\section*{Resonant magnetopolarons: InSb, GaAs and CdTe, layers and bulk}

When the cyclotron frequency $\omega_c=eB/m$ reaches $\omega_{\rm LO}$, the state $|n{=}1,\text{no phonon}\rangle$ is degenerate with $|n{=}0,\text{one LO phonon}\rangle$, and the cyclotron line splits. We treat one electron in an otherwise empty parabolic band of bare mass $m$, at $T=0$, with dispersionless bulk LO phonons and spin conserved. Energies are in units of $\hbar\omega_{\rm LO}$, lengths in $r_p=(\hbar/2m\omega_{\rm LO})^{1/2}$, and $w=\omega_c/\omega_{\rm LO}$. The kinetic energy is then $k^2$ and the magnetic length obeys $\ell^2=2/w$.

\subsection*{Coupling}
The Fr\"ohlich vertex for phonon wave vector $\mathbf k=(\mathbf q,k_z)$ in a volume $\mathcal V$ is
\begin{equation}
|V_{\mathbf k}|^2=\frac{4\pi\alpha}{\mathcal V k^2},\qquad
\alpha=\Big(\frac1{\varepsilon_\infty}-\frac1{\varepsilon_s}\Big)\sqrt{\frac{(m/m_e)\,\mathrm{Ry}}{\hbar\omega_{\rm LO}}}.
\end{equation}
Summed over the final orbit centre, the squared matrix element of $e^{i\mathbf q\cdot\mathbf r}$ between $n=1$ and $n=0$ is $xe^{-x}$, with $x=q^2\ell^2/2=q^2/w$.

\subsection*{Layer}
For an electron in the lowest subband, the $k_z$ integral of $1/(q^2+k_z^2)$ gives $|V_q|^2=2\pi\alpha F(q)/(Aq)$ for area $A$, where $F$ is the average of $e^{-q|z-z'|}$ over the subband density in $z$ and $z'$. All states $|0,\mathbf q\rangle$ are degenerate. Only one combination couples to $|1\rangle$, with strength
\begin{equation}
M^2=\alpha\int_0^\infty dq\,xe^{-x}F(q)\;\xrightarrow{F=1}\;\frac{\alpha\sqrt{\pi w}}{4}.
\end{equation}
Wigner--Brillouin theory keeps the true energy in the denominator. Measured from $n=0$, the resonant term gives $E-w=M^2/(E-1)$, so
\begin{equation}
E_\pm=\tfrac12(1+w)\pm\tfrac12\sqrt{(w-1)^2+4M^2},\qquad
\Delta_{\rm 2D}(w{=}1)=\pi^{1/4}\alpha^{1/2}.
\end{equation}
For an infinite square well of width $L$, with $u=qL$ and $\lambda=L/r_p$,
\begin{equation}
F=\frac{1}{u^2+4\pi^2}\Big[3u+\frac{8\pi^2}{u}-\frac{32\pi^4(1-e^{-u})}{u^2(u^2+4\pi^2)}\Big],
\end{equation}
\begin{equation}
\Delta_{\rm well}=\sqrt{G}\,\Delta_{\rm 2D},\qquad G(\lambda)=\frac{4}{\sqrt\pi}\int_0^\infty dq\,q^2e^{-q^2}F\big|_{u=\lambda q}.
\end{equation}

\subsection*{Bulk}
An electron starting in $n=1$ with no motion along $B$ recoils with energy $k_z^2$, so the final states form a one-dimensional continuum above the threshold $E=1$. At $E=1-\delta$ and $w=1$, the $k_z$ integral of $1/[(q^2+k_z^2)(\delta+k_z^2)]$ equals $\pi/[q\sqrt\delta\,(q+\sqrt\delta)]$, and the resonant self-energy is
\begin{equation}
\Sigma=-\frac{\alpha}{\sqrt\delta}\int_0^\infty dq\,\frac{q^2e^{-q^2}}{q+\sqrt\delta}
=-\frac{\alpha}{2\sqrt\delta}+\frac{\sqrt\pi}{2}\alpha+\dots
\label{sig}
\end{equation}
With the leading term, $-\delta=\Sigma$ gives a sharp lower branch at $\delta_0=(\alpha/2)^{2/3}$ with weight $[1-d\Sigma/dE]^{-1}=2/3$. Above threshold, at $E=1+\epsilon$, the retarded self-energy is $-i\alpha/2\sqrt\epsilon$. The spectral function is then proportional to $\sqrt\epsilon/(\epsilon^3+\delta_0^3)$, a broad band of weight $1/3$ that peaks at $\epsilon=5^{-1/3}\delta_0$. We take the distance between the two maxima as the splitting:
\begin{equation}
\Delta_{\rm 3D}=(1+5^{-1/3})(\alpha/2)^{2/3}.
\end{equation}

\subsection*{Weak field}
For $w\ll1$ no denominator is small. The $k^2$ term of the zero-field second-order shift, whose denominator is $1+q^2-2\mathbf k\cdot\mathbf q$, contains $\int_0^\infty q^2(1+q^2)^{-3}dq=\pi/16$ and the angular average $1/2$ or $1/3$. To first order in $\alpha$,
\begin{equation}
m^*_{\rm 2D}=m(1+\pi\alpha/8),\qquad m^*_{\rm 3D}=m(1+\alpha/6).
\end{equation}

\subsection*{Inputs}
For CdTe we use the compiled 300~K values $\varepsilon_s=10.2$, $\varepsilon_\infty=7.2$ and $\omega_{\rm LO}=168$~cm$^{-1}$, or 20.8~meV (Rakita 2019). With a typical bare mass $0.09\,m_e$ they give $\alpha=0.31$. The compiled TO frequency, 138~cm$^{-1}$ (Gopal et al.\ 2015, temperature not stated), implies a Lyddane--Sachs--Teller ratio $\omega_{\rm LO}^2/\omega_{\rm TO}^2=1.48$, while $\varepsilon_s/\varepsilon_\infty=1.42$. Taking $\varepsilon_s$ from the phonon ratio gives $\alpha=0.35$, which raises $\Delta_{\rm 2D}$ by 5\%. The InSb and GaAs inputs are typical values. The lower rows of the table are results of the model.

\begin{center}
\begin{tabular}{lccc}
\hline
 & InSb & GaAs & CdTe\\
\hline
$m/m_e$ & 0.014 & 0.067 & 0.09\\
$\hbar\omega_{\rm LO}$ (meV) & 24 & 36 & 20.8\\
$\alpha$ & 0.02 & 0.068 & 0.31\\
\hline
$B$ at $w=1$ (T) & 2.9 & 20.8 & 16.2\\
$r_p$ (nm) & 10.6 & 3.97 & 4.51\\
$\pi\alpha/8$ (\%) & 0.8 & 2.7 & 12\\
$\alpha/6$ (\%) & 0.3 & 1.1 & 5.2\\
$\Delta_{\rm 2D}$ & 0.19 & 0.35 & 0.74\\
$\Delta_{\rm well}$, $L=10$ nm & -- & 0.27 & 0.60\\
$\Delta_{\rm 3D}$ & 0.074 & 0.17 & 0.46\\
$\delta_0$ & 0.046 & 0.10 & 0.29\\
$\delta$ from the full integral (\ref{sig}) & 0.039 & 0.083 & 0.21\\
\hline
\end{tabular}
\end{center}
The last five rows are in units of $\hbar\omega_{\rm LO}$. The InSb well is left out because its parabolic confinement energy $\pi^2/\lambda^2$, 0.27~eV, exceeds the typical gap of 0.24~eV.

\subsection*{Reading the trend}
\emph{Exponents.} Near threshold $|\Sigma|\sim\alpha/|E-1|^{p}$, and self-consistency gives $|E-1|\sim\alpha^{1/(1+p)}$. A discrete final level has $p=1$ and exponent $1/2$. The inverse-square-root edge of free motion along $B$ has $p=1/2$ and exponent $2/3$. Away from resonance the denominator is fixed at order one and the exponent is 1. From InSb to CdTe $\alpha$ and the mass corrections grow by a factor 15.5, $\Delta_{\rm 3D}$ by 6.2 and $\Delta_{\rm 2D}$ by 3.9. This is why a sub-percent mass effect in InSb turns into a splitting that is a sizeable fraction of the phonon energy.

\emph{Dimension.} The ratio is $\Delta_{\rm 3D}/\Delta_{\rm 2D}=0.75\,\alpha^{1/6}$, which is 0.39, 0.48 and 0.62 across the table. Recoil along $B$ detunes every phonon with $k_z^2>\delta$. That window narrows at weak coupling, so the bulk loses most against the layer in InSb.

\emph{Width.} The weight $q^2e^{-q^2}$ peaks at $q=1$, so $G$ depends on the material only through $L/r_p$. At 10~nm, $\lambda=2.52$ and $\sqrt G=0.79$ for GaAs, $\lambda=2.22$ and $\sqrt G=0.81$ for CdTe. At 20~nm CdTe has $\sqrt G=0.69$. The CdTe model splittings are 15~meV (ideal), 12~meV (10~nm) and 11~meV (20~nm). The neglected second subband lies $3\pi^2/\lambda^2$ higher, 6.0 at 10~nm and only 1.5 at 20~nm, where the one-subband value starts to fail.

\emph{Absolute scale.} In meV the ideal splittings are 4.5, 12 and 15. The large phonon energy of GaAs makes up for most of its smaller $\alpha$.

\subsection*{Size of what was dropped}
\emph{Non-resonant levels, ideal layer.} Calling the other level $j$, $M_{0j}^2=\tfrac12\alpha\sqrt w\,\Gamma(j+\tfrac12)/j!$ and $M_{1j}^2=\tfrac12\alpha\sqrt w\,(j-\tfrac14)\Gamma(j-\tfrac12)/j!$. At $w=1$ the shifts are
\begin{equation}
\Delta E_0=-\sum_{j\ge0}\frac{M_{0j}^2}{j+1}=-\sqrt\pi\alpha,\qquad
\Delta E_1'=-\sum_{j\ge1}\frac{M_{1j}^2}{j}=-\tfrac12\sqrt\pi(1+\ln2)\alpha.
\end{equation}
Plain Wigner--Brillouin theory leaves $\Delta E_0$ out of the one-phonon states, so it misplaces the threshold relative to the ground level by 0.55 in CdTe, against a splitting of 0.74. The improved form adds $\Delta E_0$ to those states. Two terms of order $\alpha$ remain in the detuning. One is $\Delta E_1'-\Delta E_0=0.27\alpha$. The other is the crossed process, in which the coupled one-phonon state emits $\mathbf q'$ and reabsorbs $\mathbf q$. The sum over intermediate levels, with the orbit-centre phase $2qq'\sin\theta$, shifts that state by
\begin{equation}
-\frac{\alpha^2}{M^2}\int_0^\infty\!\!dq\int_0^\infty\!\!dq'\,e^{-q^2-q'^2}\big[1-J_0(2qq')\big]=-0.29\alpha.
\end{equation}
The total detuning is $0.565\alpha$, or 0.175 in CdTe, which lowers the crossing field by about that fraction. The energy dependence of $\Delta E_1'$ multiplies the splitting by $(1+\sum_{j\ge1}M_{1j}^2/j^2)^{-1/2}=(1+0.85\alpha)^{-1/2}$, a reduction of 3\% in GaAs and 11\% in CdTe. Dressing of the one-phonon state enters at the same order and is not computed here, so the CdTe layer splittings are good to roughly ten per cent within the model.

\emph{Bulk.} The second term of (\ref{sig}) is 0.38, 0.57 and 0.95 of $\delta_0$ for the three materials, since it is smaller only by $\alpha^{1/3}$. The last table row shows its effect on the lower branch. Non-resonant terms are also of order $\alpha$, so that row is a gauge of the uncertainty and no improved prediction. For bulk CdTe the $\alpha^{2/3}$ law fixes the order of magnitude only.

\emph{Nonparabolicity.} The two-band Kane form $E(1+E/E_g)=(n+\tfrac12)\hbar\omega_c$ lowers the transition by the fraction $2\hbar\omega_c/E_g$. This is 3\% for CdTe with the compiled gap of 1.48~eV (Skelton 2020) and 20\% for InSb, where it rivals the splitting and must be included in locating the resonance.

\emph{Filling.} An electron in $n=1$ can drop only into empty states. If all carriers share one spin level with filling $\nu=n_sh/eB$, simple Pauli blocking replaces $M^2$ by $(1-\nu)M^2$. For $n_s=2\times10^{11}$~cm$^{-2}$ at 16.2~T, $\nu=0.51$ and the splitting falls by a factor 0.70, to about 9~meV for the 10~nm CdTe model well. Screening and barrier penetration reduce it further. As typical knowledge, the empty-layer numbers overestimate the splitting in doped wells by tens of per cent up to a factor of about two.

\emph{Visibility.} Thick CdTe is opaque in the reststrahlen band between 17.1 and 20.8~meV. The empty 10~nm model well puts its branches near 15 and 27~meV at $w=1$, both outside the band. The last table row puts the bulk lower branch near 16~meV, only 0.7~meV or $0.03\,\hbar\omega_{\rm LO}$ below the TO edge. The leading non-resonant pair ($j=0$ for $n=0$, $j=1$ for $n=1$) alone detunes the levels by $\alpha\int_0^\infty dq\,(2q^2-q^4)e^{-q^2}/(1+q)=0.16\alpha$, which reduces $\delta$ to 0.18 and moves the branch to about 17~meV. The model therefore places the branch close to the TO edge without deciding on which side. For $w>1$ it is pinned towards $\hbar\omega_{\rm LO}$, inside the band.